## Why does the gap of triplet B₂Cl₂ nearly quadruple with exact exchange?

I have calculated the triplet of B₂Cl₂, a linear Cl–B–B–Cl molecule, with a growing share of exact exchange in place of PBE exchange. The atoms stay where they are, yet the gap between the highest filled level (homo) and the lowest empty level (lumo) changes enormously.

Ansatz 0.2.0, unrestricted Kohn–Sham calculations with the def2-TZVP basis for neutral triplet B₂Cl₂ at a fixed r2SCAN-D4/def2-TZVP geometry. The functional is PBE with the stated share of its exchange replaced by exact exchange. The homo is the highest filled and the lumo the lowest empty level over both spins; spin squared is in ħ².

| exact exchange (%) | homo (eV) | lumo (eV) | homo lumo gap (eV) | spin squared |
| --- | --- | --- | --- | --- |
| 0 | -5.096 | -3.651 | 1.445 | 2.00500 |
| 5 | -5.316 | -3.461 | 1.856 | 2.00500 |
| 10 | -5.537 | -3.269 | 2.268 | 2.00500 |
| 15 | -5.758 | -3.078 | 2.680 | 2.00500 |
| 25 | -6.201 | -2.694 | 3.507 | 2.00500 |
| 35 | -6.645 | -2.310 | 4.336 | 2.00600 |
| 50 | -7.315 | -1.734 | 5.580 | 2.00700 |

Three things puzzle me. Why do the two levels move in opposite directions, and by nearly the same amount? Why does the gap widen by only 0.411 eV in the first step but by 1.244 eV in the last? And does the wide gap at 50 % mean that the molecule has become hard to excite?

### Answer

The uneven steps have a simple origin: the shares are unevenly spaced. The first step covers five percentage points and the last covers fifteen. Per percentage point the gap grows by 82 to 83 meV throughout, so no row is out of line. What needs explaining is a steep and almost straight rise.

**Which levels are these?**

The orbital energies at pure PBE show two filled spin-up levels at practically the same energy, and two empty spin-down levels, again at practically the same energy. In a linear molecule such pairs are the two π orbitals at right angles to each other, πx and πy. Here they belong to the B–B bond, and they hold two electrons with parallel spins. The homo is thus the filled spin-up half of the π shell, and the lumo is the empty spin-down half of the same shell.

Your gap is therefore a spin splitting within one shell, not the distance from the π shell to some higher orbital. At pure PBE it is 1.445 eV, whereas the gap between levels of equal spin is 4.7 eV for spin-up and 5.3 eV for spin-down. Spin squared stays close to 2, the value of a pure triplet, and both levels move smoothly up to 50 %. The table gives no sign that the molecule changes its state on the way.

**What exact exchange does to a half-filled shell**

Consider an electron in πx with spin up. The classical Coulomb energy is computed from the total electron density, which includes this electron's own density. The electron is therefore charged for repelling itself. Exact exchange contains a term of the same size and opposite sign, so this false repulsion vanishes for a filled orbital.

Now consider the empty πx orbital with spin down. An electron placed there would meet the spin-up electron that already occupies the same region of space. That repulsion is real, and exact exchange does not remove it, because exchange acts only between electrons of equal spin. The empty level must therefore lie well above the filled one, although both have nearly the same shape.

This can be written down in a few steps. Let J(xx) be the repulsion between two electrons that both occupy πx, J(xy) the repulsion between one in πx and one in πy, and K(xy) the exchange energy between πx and πy for equal spins. Let h collect everything else, which is nearly the same for both spins because the other electrons are paired. With full exact exchange and unchanged orbitals,

- filled πx, spin up: h + J(xy) − K(xy)
- empty πx, spin down: h + J(xy) + J(xx)
- splitting: J(xx) + K(xy)

The large term is J(xx), the price of putting a second electron into an orbital that already holds one.

**Why PBE makes the splitting so small**

PBE exchange depends on the density of each spin and its gradient, not on which orbitals are filled. Its energy changes smoothly as an orbital is filled bit by bit. The false self-repulsion, by contrast, grows with the square of the filling. The two roughly cancel once a whole electron is present, but not on the way there.

An orbital energy is the slope of the total energy with respect to the filling. If exchange grows roughly in proportion to the filling while self-repulsion grows with its square, the slope is too low at the empty end and too high at the filled end, each time by about half of J(xx). PBE then places the lumo too low and the homo too high, and most of J(xx) drops out of the splitting. What remains is mainly the modest preference for parallel spins.

Exact exchange undoes both errors together, which is why the levels move apart almost evenly. From 0 to 50 % the homo falls by 2.219 eV and the lumo rises by 1.917 eV, so their midpoint sinks by only 0.15 eV. The argument accounts for the near balance. It is too rough to explain why the homo moves somewhat more.

**Is it really the filling that matters, and not the spin?**

Your two levels alone can't decide this, because the filled one has spin up and the empty one has spin down. Exact exchange might simply favour spin-up electrons and push all spin-down levels upwards. Other levels of the same calculations separate the two readings. Over the first ten percentage points, the highest filled spin-down level falls by 0.55 eV, and the lowest empty spin-up level rises by 0.35 eV. The direction follows the filling, not the spin.

Orbitals that are filled in both spins provide a second comparison. For the two pairs just below the π shell, the distance between the spin-up and spin-down levels grows by only 0.04 and 0.07 eV over the same range. In the half-filled π shell it grows by 0.82 eV. Where both partners are filled, both lose false self-repulsion and sink together. Where only one is filled, they part.

**Why the rise is almost straight**

The calculation mixes the two kinds of exchange in proportion to the chosen share. If the orbitals kept their shapes, each level would be the same weighted mixture of its two limiting values, and the gap would follow a straight line. This can be tested with three rows. From 0 to 25 % the gap grows by 3.507 − 1.445 = 2.062 eV. The same growth once more gives 3.507 + 2.062 = 5.569 eV at 50 %.

The calculated gap at 50 %, which was not used to draw the line, is 5.580 eV. The line misses it by 0.011 eV, or about 0.3 % of the whole growth from 0 to 50 %. This is what frozen orbitals would give, but it does not prove that they are frozen: a small readjustment in proportion to the share would also keep the line nearly straight. The small upward bend probably comes from the readjustment of the orbitals, though I have not tested that separately.

The steepness also makes sense. A growth of 4.135 eV for half of the exchange corresponds to about 8 eV for a complete replacement. That is the order of magnitude of the repulsion between two electrons sharing an orbital that spans a short bond. By the same reasoning, a half-filled shell of more compact orbitals should give a steeper line, and one spread over many atoms a flatter line.

**What the wide gap does not mean**

The wide gap does not show that the molecule has become hard to excite. The lumo is the level of an added electron, which feels the repulsion of all the electrons already present. If you instead turn over the spin of a π electron, it leaves its old place empty and has no former self to repel it. The large term J(xx) that opens your gap is therefore not a cost of this kind of excitation.

The gap is closer in meaning to the difference between the energy needed to remove an electron and the energy gained by adding one. Even so, a wider gap is not automatically a better one. With full exact exchange and frozen orbitals, minus the homo is the removal energy (Koopmans' theorem), but that picture leaves out both correlation and the response of the remaining electrons. If you want minus the homo to stand for the removal energy, calculate the molecule and its cation at the same geometry and with the same share, and look for the share at which minus the homo equals the difference in total energy. That share need not be the best one for other properties. The choice matters, since minus the homo runs from 5.1 eV at pure PBE to 7.3 eV at 50 %.

The output below lists the slopes, the comparison of filled and empty levels, and the test of the straight line.

The analysis program printed:

```
Change since the row above in meV per percentage point:
  row    homo  lumo    gap
    5     -44    38   82.2
   10   -44.2  38.4   82.4
   15   -44.2  38.2   82.4
   25   -44.3  38.4   82.7
   35   -44.4  38.4   82.9
   50  -44.67  38.4  82.93
Change of homo from 0 to 50 percent (eV): -2.219
Change of lumo from 0 to 50 percent (eV): 1.917
Growth of gap from 0 to 50 percent (eV): 4.135
Gap at 50 percent over gap at 0 percent (ratio): 3.862
Part of the opening due to the falling homo (percent): 53.65
Shift of the midpoint of homo and lumo from 0 to 50 percent (eV): -0.151
Gap at 50 percent from the straight line through 0 and 25 percent (eV): 5.569
Computed gap at 50 percent less that line (eV): 0.011
Filled spin-up pi level, change from 0 to 10 percent (eV): -0.441
Empty spin-down pi level, change from 0 to 10 percent (eV): 0.382
Lowest empty spin-up level, change from 0 to 10 percent (eV): 0.351
Highest filled spin-down level, change from 0 to 10 percent (eV): -0.5529
Spin-up to spin-up gap at 0 percent (eV): 4.706
Spin-down to spin-down gap at 0 percent (eV): 5.311
Spin-up to spin-up gap at 35 percent (eV): 7.495
Upper doubly filled pair, spin splitting at 0 percent (eV): 0.2112
Upper doubly filled pair, growth of splitting from 0 to 10 percent (eV): 0.03809
Lower doubly filled pair, spin splitting at 0 percent (eV): 0.3438
Lower doubly filled pair, growth of splitting from 0 to 10 percent (eV): 0.0654
Half-filled pi shell, growth of splitting from 0 to 10 percent (eV): 0.823
```
